**Subshell photoionisation of Kr5+ at 3850 eV: counting, screened charge or absorption near the nucleus**

The table holds subshell cross sections (all multipoles) and dipole asymmetry parameters beta of Kr5+ from a Dirac-Hartree-Slater calculation with a Latter tail, Dirac-Fock ΔSCF thresholds and the 4p electron averaged over j. The program tests electron counting (A), a nonrelativistic hydrogenic dipole model with a Slater charge per orbital (B), and the same model with the L-shell charge for all orbitals (C), as it stands and with one fitted factor per shell. Counting nearly holds within spin-orbit pairs but misses by a typical factor of 5 over all rows, and B works for 2s, 2p and 3s but is 35 to 40 times too low for 3d and 4p. C is closer than B to the 3p, 4p and 3d betas without fitting, mainly through the continuum phases, though still 0.14 to 0.19 low for 3p and 4p. With three shell factors for seven orbitals, C misses the cross sections by a typical factor of 1.25, with 3d worst at 0.62.

Subshell photoionisation of Kr5+, [Ar] 3d10 4s2 4p1, at photon energy 3850.0 eV, from Radial Dirac-Fock and Kohn-Sham solver 2. Bound and continuum orbitals use the initial state's Dirac-Hartree-Slater potential with a Latter tail; thresholds are from Dirac-Fock ΔSCF. Cross sections include all multipoles in the length form; beta uses the dipole term alone.

## Script

```python
# Table: subshell photoionisation cross sections (kb, all multipoles) and dipole beta of Kr5+ at 3850 eV,
# radial Dirac-Hartree-Slater solver, Latter tail, Dirac-Fock Delta-SCF thresholds, 4p averaged over j.
# Tested: A electron counting; B hydrogenic dipole model with Slater charge per orbital;
# C hydrogenic model with one inner charge for all orbitals, then one amplitude factor per shell.
T = {
    'subshell_name': ['L1', 'L2', 'L3', 'M1', 'M2', 'M3', 'M4', 'M5', 'N1', 'N2', 'N3'],
    'subshell_cross_section': [21.47, 21.08, 39.13, 3.743, 2.646, 4.911, 0.6891, 0.9887, 0.6107, 0.06218, 0.1166],  # kb
    'subshell_beta': [1.998, 1.419, 1.448, 1.998, 1.38, 1.408, 0.807, 0.786, 1.998, 1.371, 1.398],
}
import numpy as np
from math import factorial as f
from scipy.constants import alpha, physical_constants as pc
from scipy.special import loggamma, eval_genlaguerre
from scipy.integrate import solve_ivp, cumulative_trapezoid
w = 3850.0/pc['Hartree energy in eV'][0]          # photon energy of the run
a2 = pc['Bohr radius'][0]**2/1e-25                # bohr^2 in kb
nm = T['subshell_name']
S = dict(zip(nm, T['subshell_cross_section'])); B = dict(zip(nm, T['subshell_beta']))
occ = dict(L1=2, L2=2, L3=4, M1=2, M2=2, M3=4, M4=4, M5=6, N1=2, N2=1/3, N3=2/3)
e = {k: S[k]/occ[k] for k in nm}
def hyd(n, l, Z):
    k = np.sqrt(2*w - Z*Z/n**2); eta = -Z/k
    r = 1e-3/Z + 30*n/Z*np.linspace(0, 1, 8000)**2; x = 2*Z*r/n
    P = np.sqrt(Z*f(n-l-1)/f(n+l))/n*x**(l+1)*np.exp(-x/2)*eval_genlaguerre(n-l-1, 2*l+1, x)
    R = {l-1: 0.0}; d = {l-1: 0.0}
    for L in ([l-1] if l else []) + [l+1]:
        g = loggamma(L+1+1j*eta); d[L] = g.imag
        C = 2**L*np.exp(g.real-np.pi*eta/2)/f(2*L+1)*k**(L+1)*np.sqrt(2/(np.pi*k))
        y0 = [r[0]**(L+1)*(1-Z*r[0]/(L+1)), r[0]**L*((L+1)-(L+2)*Z*r[0]/(L+1))]
        u = solve_ivp(lambda t, y: [y[1], (L*(L+1)/t**2-2*Z/t-k*k)*y[0]], (r[0], r[-1]), y0,
                      t_eval=r, method='DOP853', rtol=1e-8, atol=1e-30).y[0]
        I = cumulative_trapezoid(C*u*P*Z/r**2, r)/w**2; R[L] = I[-1]
    m, p = R[l-1], R[l+1]; D = l*m*m+(l+1)*p*p
    b = (l*(l-1)*m*m+(l+1)*(l+2)*p*p-6*l*(l+1)*m*p*np.cos(d[l+1]-d[l-1]))/((2*l+1)*D)
    return 4*np.pi**2*alpha*a2*w/3*D/(2*l+1), b, r[1+np.argmax(I/I[-1] > 0.5)]
rms = lambda q: np.exp(np.sqrt(np.mean(np.log(q)**2)))
c = np.exp(np.mean([np.log(e[k]) for k in nm]))
print(f"A: sigma = c x electrons, fitted c = {c:.3f} kb; table rounding: sigma below 0.05 %, beta 0.0005")
print("row  electrons  kb per electron  table/A")
for k in nm: print(f"{k}  {occ[k]:.3f}  {e[k]:.4f}  {e[k]/c:.2f}")
tot = sum(S.values())
print(f"A typical miss factor {rms([e[k]/c for k in nm]):.2f}; largest/smallest: rows {max(S.values())/min(S.values()):.0f}, per electron {max(e.values())/min(e.values()):.0f}")
print(f"sum {tot:.3f} kb (run total 95.447); shares " + ", ".join(f"{s} {100*sum(S[k] for k in nm if k[0]==s)/tot:.1f} %" for s in 'LMN'))
print(f"M2/N2: table {S['M2']/S['N2']:.1f}, per electron {e['M2']/e['N2']:.2f}; (Z alpha)^2 = {100*(36*alpha)**2:.1f} %")
for a, b in [('L2', 'L3'), ('M2', 'M3'), ('N2', 'N3'), ('M4', 'M5')]:
    print(f"{b}/{a} = {S[b]/S[a]:.3f} (counting {occ[b]/occ[a]:.1f}); lower j larger by {100*(e[a]/e[b]-1):.1f} %; beta {b}-{a} {B[b]-B[a]:+.3f}")
# Slater charges from the configuration
ZL, ZM, Zd, ZN = 36-7*.35-2*.85, 36-7*.35-8*.85-2, 36-9*.35-18, 36-2*.35-18*.85-10
orb = [('2s', 2, 0, ZL, ['L1']), ('2p', 2, 1, ZL, ['L2', 'L3']), ('3s', 3, 0, ZM, ['M1']), ('3p', 3, 1, ZM, ['M2', 'M3']),
       ('3d', 3, 2, Zd, ['M4', 'M5']), ('4s', 4, 0, ZN, ['N1']), ('4p', 4, 1, ZN, ['N2', 'N3'])]
t = {o[0]: sum(S[k] for k in o[4])/sum(occ[k] for k in o[4]) for o in orb}
bt = {o[0]: sum(S[k]*B[k] for k in o[4])/sum(S[k] for k in o[4]) for o in orb}
hp = lambda n: (n*n-1)/n**5
print(f"per electron 2s/3s {t['2s']/t['3s']:.2f}, 3s/4s {t['3s']/t['4s']:.2f}; hydrogen small-r weights {27/8:.2f}, {64/27:.2f}")
print(f"per electron 2p/3p {t['2p']/t['3p']:.2f}, 3p/4p {t['3p']/t['4p']:.2f}; hydrogen small-r weights {hp(2)/hp(3):.2f}, {hp(3)/hp(4):.2f}")
print("p/s per electron: " + ", ".join(f"n={n} {t[n+'p']/t[n+'s']:.3f}" for n in '234') + f"; 4p/3d {t['4p']/t['3d']:.3f}")
mB = {o[0]: hyd(o[1], o[2], o[3]) for o in orb}; mC = {o[0]: hyd(o[1], o[2], ZL) for o in orb}
fac = {n: np.exp(np.mean([np.log(t[k]/mC[k][0]) for k in t if k[0] == n])) for n in '234'}
print(f"B: Slater charge; C: charge {ZL:.2f} for all; shell factors " + ", ".join(f"n={n} {fac[n]:.3f}" for n in fac))
print("orbital  Slater Z  table kb/electron  table/B  table/C  table/(C x factor)")
for o in orb:
    k = o[0]; print(f"{k}  {o[3]:.2f}  {t[k]:.4f}  {t[k]/mB[k][0]:.3f}  {t[k]/mC[k][0]:.3f}  {t[k]/mC[k][0]/fac[k[0]]:.3f}")
for lab, q in [('B', {k: t[k]/mB[k][0] for k in t}), ('C', {k: t[k]/mC[k][0] for k in t}), ('C x factor', {k: t[k]/mC[k][0]/fac[k[0]] for k in t})]:
    bad = max(q, key=lambda k: abs(np.log(q[k]))); print(f"{lab}: typical miss factor {rms(list(q.values())):.2f}, worst {bad} {q[bad]:.2f}")
print("beta (j-weighted): table, B, C, B-table, C-table")
for k in ['2p', '3p', '4p', '3d']:
    print(f"{k}  {bt[k]:.3f}  {mB[k][1]:.3f}  {mC[k][1]:.3f}  {mB[k][1]-bt[k]:+.3f}  {mC[k][1]-bt[k]:+.3f}")
print("C, radius (bohr) where l+1 integral first reaches half: " + ", ".join(f"{k} {mC[k][2]:.3f}" for k in t))
print("orbital size n^2/Z Slater (bohr): " + ", ".join(f"{o[0]} {o[1]**2/o[3]:.2f}" for o in orb))
assert t['2s'] > t['3s'] > t['4s'] and t['2p'] > t['3p'] > t['4p']
assert all(1 < e[a]/e[b] < 1.15 for a, b in [('L2', 'L3'), ('M2', 'M3'), ('N2', 'N3'), ('M4', 'M5')])
assert t['2s']/t['3s'] > 27/8 and t['3s']/t['4s'] > 64/27
assert abs(bt['3p']-bt['4p']) < abs(bt['2p']-bt['3p']) < 0.1
```

Running it gives:

```
A: sigma = c x electrons, fitted c = 0.995 kb; table rounding: sigma below 0.05 %, beta 0.0005
row  electrons  kb per electron  table/A
L1  2.000  10.7350  10.78
L2  2.000  10.5400  10.59
L3  4.000  9.7825  9.83
M1  2.000  1.8715  1.88
M2  2.000  1.3230  1.33
M3  4.000  1.2277  1.23
M4  4.000  0.1723  0.17
M5  6.000  0.1648  0.17
N1  2.000  0.3054  0.31
N2  0.333  0.1865  0.19
N3  0.667  0.1749  0.18
A typical miss factor 5.29; largest/smallest: rows 629, per electron 65
sum 95.447 kb (run total 95.447); shares L 85.6 %, M 13.6 %, N 0.8 %
M2/N2: table 42.6, per electron 7.09; (Z alpha)^2 = 6.9 %
L3/L2 = 1.856 (counting 2.0); lower j larger by 7.7 %; beta L3-L2 +0.029
M3/M2 = 1.856 (counting 2.0); lower j larger by 7.8 %; beta M3-M2 +0.028
N3/N2 = 1.875 (counting 2.0); lower j larger by 6.7 %; beta N3-N2 +0.027
M5/M4 = 1.435 (counting 1.5); lower j larger by 4.5 %; beta M5-M4 -0.021
per electron 2s/3s 5.74, 3s/4s 6.13; hydrogen small-r weights 3.38, 2.37
per electron 2p/3p 7.97, 3p/4p 7.04; hydrogen small-r weights 2.85, 2.25
p/s per electron: n=2 0.935, n=3 0.673, n=4 0.585; 4p/3d 1.066
B: Slater charge; C: charge 31.85 for all; shell factors n=2 0.988, n=3 0.432, n=4 0.202
orbital  Slater Z  table kb/electron  table/B  table/C  table/(C x factor)
2s  31.85  10.7350  0.928  0.928  0.939
2p  31.85  10.0350  1.053  1.053  1.065
3s  24.75  1.8715  1.019  0.534  1.237
3p  24.75  1.2595  1.505  0.560  1.296
3d  14.85  0.1678  34.632  0.269  0.624
4s  10.00  0.3054  6.868  0.205  1.017
4p  10.00  0.1788  39.757  0.198  0.984
B: typical miss factor 7.93, worst 4p 39.76
C: typical miss factor 2.83, worst 4p 0.20
C x factor: typical miss factor 1.25, worst 3d 0.62
beta (j-weighted): table, B, C, B-table, C-table
2p  1.438  1.410  1.410  -0.028  -0.028
3p  1.398  1.050  1.260  -0.348  -0.138
4p  1.389  0.339  1.203  -1.050  -0.186
3d  0.795  0.369  0.782  -0.425  -0.012
C, radius (bohr) where l+1 integral first reaches half: 2s 0.021, 2p 0.114, 3s 0.020, 3p 0.096, 3d 0.177, 4s 0.020, 4p 0.092
orbital size n^2/Z Slater (bohr): 2s 0.13, 2p 0.13, 3s 0.36, 3p 0.36, 3d 0.61, 4s 1.60, 4p 1.60
```
